Student: For x⁴ the width goes as exp(−A/u), with u = −g, and the dispersion relation gives a_k ∝ Γ(k+b). For x⁶ I can get the a_k exactly from a recursion. Why use an asymptotic formula?

Lecturer: Count the work, after mending the exponent. Let E(g) = Σ a_k g^k be analytic in the plane cut along g < 0 and grow more slowly than g. Cauchy's formula for [E(g) − E(0)]/g, expanded in g, gives for k ≥ 1

a_k = (1/π) ∫ Im E(s+i0) s^(−k−1) ds over s < 0, that is ((−1)^(k+1)/π) ∫₀^∞ Im E u^(−k−1) du.

For x²/2 − u x⁶ the barrier sits at x² ∝ u^(−1/2), so Im E ~ C u^(−b) exp(−A/√u)(1 + c₁√u + c₂u + …). Put t = A/√u, du = −2A²t⁻³dt:

a_k ~ (−1)^(k+1) (2C/π) Γ(2k+2b) A^(−2k−2b) [1 + c₁A/(2k+2b−1) + c₂A²/((2k+2b−1)(2k+2b−2)) + …].

Student: I want a test where the answer is known.

Lecturer: Take the classical oscillator V = Kx²/2 + λx⁶. With x in units of √(kBT/K), its anharmonic free energy is kBT·E(g), where E = −ln Z, Z = (2π)^(−1/2) ∫ exp(−x²/2 − g x⁶) dx and g = λ(kBT)²/K³. Gaussian moments give Z = Σ z_n gⁿ with z_n = (−1)ⁿ(6n−1)!!/n!. From Z′ = −E′Z, with β_n = n a_n,

β_n = −n z_n − Σ β_j z_(n−j), j = 1 … n−1.

That is exact: a₁ = 15, a₂ = −5085, a₃ = 5666400, a₄ = −1.3078×10¹⁰, a₅ = 5.136×10¹³.

Student: A logarithm is singular where Z vanishes. You haven't earned the analyticity.

Lecturer: At g = −u + i0 run x along the real axis to the saddle x⁴ = 1/(6u), then down the path x = r e^(−iθ) on which the exponent stays real: r⁴ = 1/(2u(3 − 4 sin²2θ)), 0 < θ < π/6. There r sin θ rises steadily, so Im Z < 0 for every u. As Z falls like g^(−1/6), Z = ∫ μ(u) du/(u+g) with μ > 0, which has no zeros in the cut plane. E grows like (1/6) ln g, and Im E = −arg Z > 0.

Student: Then A, C and b?

Lecturer: Set x = (1+w)/(6u)^(1/4). The exponent is −[1/3 − 2w²φ(w)]/√(6u), with φ = 1 + 5w/3 + 5w²/4 + w³/2 + w⁴/12. So A = 1/√54 = 0.1361. Two saddles of curvature −4 give half a Gaussian each: C = 1/2, b = 0, and the leading term is L_k = Γ(2k) 54^k/π. Write d_m = c_m A^m. For Im Z, Lagrange inversion in the variable w√φ gives (−1)^m (2m−1)!!/12^m times the coefficient of w^(2m) in φ^(−m−1/2). Since Im E ≈ −Im Z/Re Z, multiply by 1/Re Z = 1 − 15u + …, with 15A² = 5/18. The result is d₁ = −5/18, d₂ = 205/648 − 5/18 = 25/648, d₃ = −22715/34992 + 25/324 = −20015/34992 = −0.572.

Student: Now the costs.

Lecturer: Count multiplications and divisions, take additions as free, and charge an assumed 10 for each log or exp. In the recursion, z_n = −z_(n−1)(6n−1)(6n−3)(6n−5)/n costs 4, n z_n costs 1, the sum n−1. With the last division, W = k(k+9)/2 + 1, memory 2k numbers, and no deviation but rounding, since n z_n dominates the sum.

The formula with J corrections needs L_k. Stirling's series through the (2k)⁻³ term costs 6 plus a log and an exp, 26 in all, and leaves at most 1/(1260(2k)⁵) = 7.9×10⁻⁹ at k = 5. The coefficients of h = φ^(−p) follow from φh′ = −pφ′h, four terms of two products and a division, at most 9 each. Order m needs 2m of them, so 9J(J+1) in total. Add three per correction and one final product: W ≤ 27 + 12J + 9J² for J ≤ 3, whatever k is. Memory is J constants and a window of five numbers. The relative deviation falls as −d_(J+1)/(2k)^(J+1).

Student: I could skip the saddle expansion, run the recursion to order n and fit d₁.

Lecturer: The third method. Take d_fit = (2n−1)(|a_n|/L_n − 1). It costs W(n), two prefactors and 4 more. It deviates by about (d_fit − d₁)/(2k), where d_fit − d₁ → d₂/(2n−2) for large n: accuracy ∝ 1/n for work ∝ n². For n = 5, d_fit = −0.2847, off by −0.0069. The table gives (approximate − exact)/exact.

method | work | k = 5 | k = 10 | k = 20
J = 0 | 27 | 3.3×10⁻² | 1.5×10⁻² | 7.2×10⁻³
J = 1 | 48 | 7.9×10⁻⁴ | −1.0×10⁻⁵ | −1.6×10⁻⁵
J = 2 | 87 | 1.3×10⁻³ | 1.0×10⁻⁴ | 1.1×10⁻⁵
J = 3 | 144 | 1.7×10⁻⁴ | 4.6×10⁻⁶ | 2.5×10⁻⁸
fit, n = 5 | 92 | fitted | −3.8×10⁻⁴ | −1.9×10⁻⁴
recursion | 36, 96, 291 | 0 | 0 | 0

Student: That breaks your law. J = 2 is worse than J = 1 at k = 5 and 10.

Lecturer: Because d₂ = 0.0386 is small beside d₃, the first omitted term doesn't dominate yet. At k = 10 the d₂ term is 1.13×10⁻⁴ and the d₃ term −0.98×10⁻⁴. They nearly cancel, so the J = 1 entry there is luck, and its honest bar is about 10⁻⁴. At k = 20 they are 2.6×10⁻⁵ and −1.0×10⁻⁵. There is also a floor. Im E contains terms in exp(−2A/√u), which no J captures. They are smaller by 4^(−k) up to a power of k: 9.8×10⁻⁴, 9.5×10⁻⁷ and 9.1×10⁻¹³ for the three columns. At k = 5 that rivals the J = 3 deviation, so more corrections promise nothing there.

Student: Then choose. One coefficient, tolerance 10⁻².

Lecturer: At k = 5, J = 0 fails and the recursion, 36, undercuts J = 1. At k = 10, J = 1 costs half the recursion. At k = 20, J = 0 passes and is 10.8 times cheaper. For 10⁻⁴: recursion at k = 5. At k = 10 the cheapest passing entry is J = 1, but you can't vouch for it without the exact value, and the recursion at 96 undercuts J = 3, so take the recursion. At k = 20, J = 1 is safe and 6.1 times cheaper. For 10⁻⁶: recursion at k = 5 and 10, and J = 3 at k = 20, cheaper by 2.0. The fit never wins here: J = 1 costs less and deviates less.

Student: And with a fixed budget?

Lecturer: With 50 operations the recursion reaches k = 6 at 46, since k = 7 takes 57; beyond that the best is J = 1. With 150 it reaches k = 13 at 144, since k = 14 takes 162; beyond that take J = 3. Two provisos: the close calls move with the charge for log and exp, and the recursion delivers all lower orders too, while each further k by the formula costs 27 + J.

Student: Which k does anyone need?

Lecturer: The order where the series turns. The term ratio is about 216k²g, which reaches one at k* = A/(2√g). Since Im E > 0 and 1/(u+g) < 1/u, the remainder is bounded by the first omitted term. Take assumed model inputs λ = 1 eV/Å⁶, T = 600 K, so kBT = 51.70 meV. With K = 2 eV/Å², g = 3.34×10⁻⁴ and k* = 3.7. The recursion is the tool, and the smallest term, |a₄|g⁴kBT = 0.0084 meV, bounds the model's remainder after third order. With K = 5 eV/Å², g = 2.14×10⁻⁵ and k* = 14.7, past the reach of 150 operations by recursion, so the formula locates and sizes the smallest term.

Student: Does the ranking carry over to the quantum oscillator?

Lecturer: The scalings shift toward the formula. For H = p²/2 + x²/2 + g x⁶ in units of ħω, E grows as g^(1/4), and A/√u = 2∫√(x² − 2u x⁶) dx up to the turning point gives A = π/(4√2) = 0.555. The ground state is e^(−x²/2) Σ gⁿP_n, with P_n even of degree 6n and P_n(0) = 0 for n ≥ 1, so 3n coefficients. The convolution Σ a_j P_(n−j) alone takes 3n(n−1)/2 products per order, (k³−k)/2 in all: 3990 at k = 20, with 3k(k+1)/2 = 630 numbers stored. Evaluating the formula stays independent of k. But its C and c_m need tunnelling calculations that the model's count doesn't cover, so the fit has to be priced afresh there.